## Three unpaired electrons, one determinant

Three unpaired electrons and a long germanium–nitrogen contact look like trouble for any method that starts from a single determinant. On that view coupled cluster should converge slowly, and its cheap treatment of triple excitations should be the first thing to fail. In this quartet of Ge and NH₂ neither happens.

Total-energy errors of GeH₂N (neutral, quartet) against CCSDT(Q), computed with AFQMC (own program, afq 1) and Ansatz 0.2.0 in the cc-pVDZ basis from a UHF determinant. The cores, including Ge 3d, are frozen, which leaves 11 correlated electrons; the geometry is from PBE0/def2-TZVP, and relativity is neglected.

| level | this level less the reference (CCSDT(Q), same basis) (meV) | statistical noise, one standard error (meV) |
| --- | --- | --- |
| HF | 6203.9 | 0.00 |
| MP2 | 1058.7 | 0.00 |
| CCSD | 153.5 | 0.00 |
| CCSD(T) | 30.7 | 0.00 |
| CCSDT | 9.0 | 0.00 |
| ph-AFQMC/HF | 10.0 | 42.40 |
| ph-AFQMC/CISD | 12.3 | 8.50 |
| released AFQMC | 5.1 | 16.80 |
| free AFQMC | -22.9 | 12.00 |

The error column gives each total energy less that of CCSDT(Q), so a positive value means an energy that is too high. The noise column is one standard error and concerns only the AFQMC rows, which sample the wave function with random walkers.

The naive view mixes up open shells with competing determinants. The occupied orbitals suggest two unpaired electrons on germanium and one on NH₂, all with parallel spin. Parallel electrons in different orbitals fit into one determinant, however weakly the fragments are bound. The calculation agrees: this determinant keeps about 90% of the weight in a wave function with single and double excitations, and spin contamination is slight. The largest double excitation in CCSD has an amplitude of only about 0.05, so no second determinant competes.

## What each level lets the electrons do

In Hartree–Fock (HF) each electron feels only the average cloud of the others. Electrons of equal spin still keep apart, because the Pauli principle forbids them to meet. Electrons of opposite spin have no such protection and come too close too often. The HF error of 6.2 eV, roughly 600 kJ/mol, is the energy gained when the eleven electrons outside the frozen cores, above all those of opposite spin, can avoid each other as well as the given basis allows.

MP2 shows where that energy sits. An opposite-spin pair contributes about 142 meV on average, a same-spin pair about 43 meV. The Pauli principle is one reason for the difference. The other is that two electrons of opposite spin can share one orbital, and are then close together from the start.

MP2 corrects each pair once, as if the corrections did not influence one another. This would suffice if they were all very small. Here it recovers 83% of the correlation energy and leaves an error of about 1.1 eV. One known weakness is that MP2 neglects the attraction between a promoted electron and the hole it leaves, which tends to make promotion look too costly and the correction too small. The table does not separate this effect from the others that MP2 omits.

CCSD lets the pair corrections act on one another until they are consistent. For two electrons it would be exact, and it would remain exact for many such pairs placed far apart. What it mainly lacks here is the joint motion of three electrons, in which a third one responds while a pair avoids each other. With eleven correlated electrons in two small fragments, this is no rare event, and CCSD still lies 154 meV too high.

## Why the cheap triples work

The (T) correction estimates the three-electron motion in one pass from the finished CCSD result. Full CCSDT also lets the triples act on one another and back on the pairs. If triples are a small addition to a dominant determinant, this feedback should be smaller still. The numbers bear this out: (T) captures 85% of the step from CCSD to CCSDT.

The remaining error of CCSD(T), 31 meV, has two parts. About 22 meV come from the feedback that CCSDT includes, and 9 meV from the perturbative quadruples that only the reference contains. The reference is itself an approximation, so these are distances to CCSDT(Q), not to the exact answer in this basis.

The same reasoning shows when to be wary. If the unpaired electrons of two fragments couple to a low spin, several determinants can become comparable. The energy gaps on which (T) relies can then become small, and its single pass loses its justification. The thing to check is therefore whether a second determinant comes close to the leading one, not the number of unpaired electrons. The leading weight alone can mislead, since it also shrinks as a molecule grows.

## Accuracy against cost

Take 1 kcal/mol, or 43 meV, as a first target. CCSD misses it by a factor of 3.5 on the total energy, while CCSD(T) meets it. The stricter target of 1 kJ/mol, about 10 meV, is met by CCSDT, though only just, and only as measured against CCSDT(Q), whose own error may be as large. A reaction energy is a difference of total energies, in which part of each error usually cancels; how much cancels depends on the reaction and is not tested here.

The price of each better level rises more steeply with the size of the molecule. By formal scaling, a molecule twice as large costs 64 times as much with CCSD, 128 times with the (T) step and 256 times with CCSDT. For MP2 the factor is about 32. Storage grows as well: this small molecule already has about 49 triple amplitudes for every double one, before symmetry is used.

## What the random walks can decide

AFQMC uses a random walk to filter the lowest state out of a starting wave function. The phaseless variant keeps the noise under control by guiding the walkers with a trial wave function, at the price of a possible bias. With an exact trial every walker would report the same energy and the noise would vanish. A better trial should therefore give a quieter walk.

The two phaseless runs fit this picture. With the HF trial the noise is five times that with the CISD trial, although the HF run took three times as many walker steps. The runs differ in other settings too, so the factor is not a pure measure of trial quality. A step with the CISD trial also costs more, which offsets part of the gain.

The HF-trial error of 10 meV looks excellent until it is set beside its noise of 42 meV. A bias of several tens of meV could hide there. All four AFQMC results lie within two standard errors of the reference, so this table cannot rank them. Their agreement is also partly built in, because CCSDT(Q) was accepted as the reference only if a walk with the constraint released came within 25 to 40 meV of it.

How much longer would a walk have to run to detect an error as small as that of CCSDT? For independent samples the noise falls as the square root of their number:

samples needed ÷ samples taken = (present noise ÷ wanted noise)²

To see 9 meV at two standard errors, the noise must fall to 4.5 meV. With the CISD trial this takes (8.5 ÷ 4.5)² ≈ 3.6 times the samples; with the HF trial it takes (42.4 ÷ 4.5)² ≈ 89 times. The estimate covers noise alone. A bias from the constraint stays the same however long the walk runs.

The free walk has no constraint and hence no such bias, but its noise grows with projection time. If it is stopped early, a remainder of the starting state is left in the energy, and the quoted noise does not include it. Its −23 meV belongs to the last and noisiest time. At the two times before, the same walk lay 4 meV above and 2 meV below the reference, with a noise of about 8 meV. The energy still falls from one time to the next, so the earlier values may contain a remainder of the start, while the last one is less than two standard errors below the reference. It is a hint, no more, that CCSDT(Q) lies too high. Before a free walk is trusted, several late times should agree within their noise, and that noise must be small enough to reveal a slow fall that still goes on.

## Which level to choose

For this state, CCSD(T) is the sensible working level. MP2 is a cheap first look whose error is far above chemical accuracy, and CCSD alone leaves out a triples contribution that matters. CCSDT pays off when some 20 meV decide the question. AFQMC with the CISD trial serves as a separate check, but only a coarse one: a difference of two such energies carries a noise of 12 meV, so it must reach about 24 meV to stand out at two standard errors, and any constraint bias comes on top.

Before going beyond CCSD(T), however, one should enlarge the basis. A double-zeta basis describes the close approach of two electrons poorly, and the correlation energy it loses is typically tenths of an eV or more, well above the 31 meV at stake here. The frozen 3d shell of germanium and the neglect of relativity also stand between these energies and experiment. A practical route is CCSD(T) in a large basis, with the small step to CCSDT(Q) taken from a small basis and added, on the assumption that the two corrections are nearly independent.

The choice of state comes first of all. Another spin state of this molecule lies lower, so the quartet is not the ground state. A better correlation method refines the energy of the state it is given; it does not replace a search for the right one. The steps between levels, the amplitude counts and the sampling estimates are printed below.

Numerical output:

```
Correlation energy recovered by MP2, percent: 82.93
Correlation energy recovered by CCSD, percent: 97.53
Correlation energy recovered by CCSD(T), percent: 99.51
Step from HF to MP2, meV: 5145
Step from MP2 to CCSD, meV: 905.2
Step from CCSD to CCSD(T), meV: 122.8
Step from CCSD(T) to CCSDT, meV: 21.7
Share of the full triples step caught by (T), percent: 84.98
One kcal/mol, meV: 43.36
One kJ/mol, meV: 10.36
CCSD error in units of one kcal/mol: 3.54
MP2 energy per same-spin pair (27 pairs), meV: 42.8
MP2 energy per opposite-spin pair (28 pairs), meV: 142.5
Opposite-spin share of the MP2 energy, percent: 77.54
Number of double amplitudes, no spatial symmetry: 37486
Number of triple amplitudes, no spatial symmetry: 1843186
Triple amplitudes per double amplitude: 49.17
Formal cost factor of CCSD when the molecule doubles: 64
Formal cost factor of (T) when the molecule doubles: 128
Formal cost factor of CCSDT when the molecule doubles: 256
Formal cost factor of (Q) when the molecule doubles: 512
Noise with HF trial over noise with CISD trial: 4.988
Walker steps of the HF-trial run over the CISD-trial run: 3
Noise of a difference of two energies like the CISD-trial one, meV: 12.02
Factor in samples for CISD-trial noise of half the CCSDT error: 3.568
Factor in samples for HF-trial noise of half the CCSDT error: 88.78
Free walk less reference at the third-last time, meV: 4.4
Free walk less reference at the second-last time, meV: -1.5
```
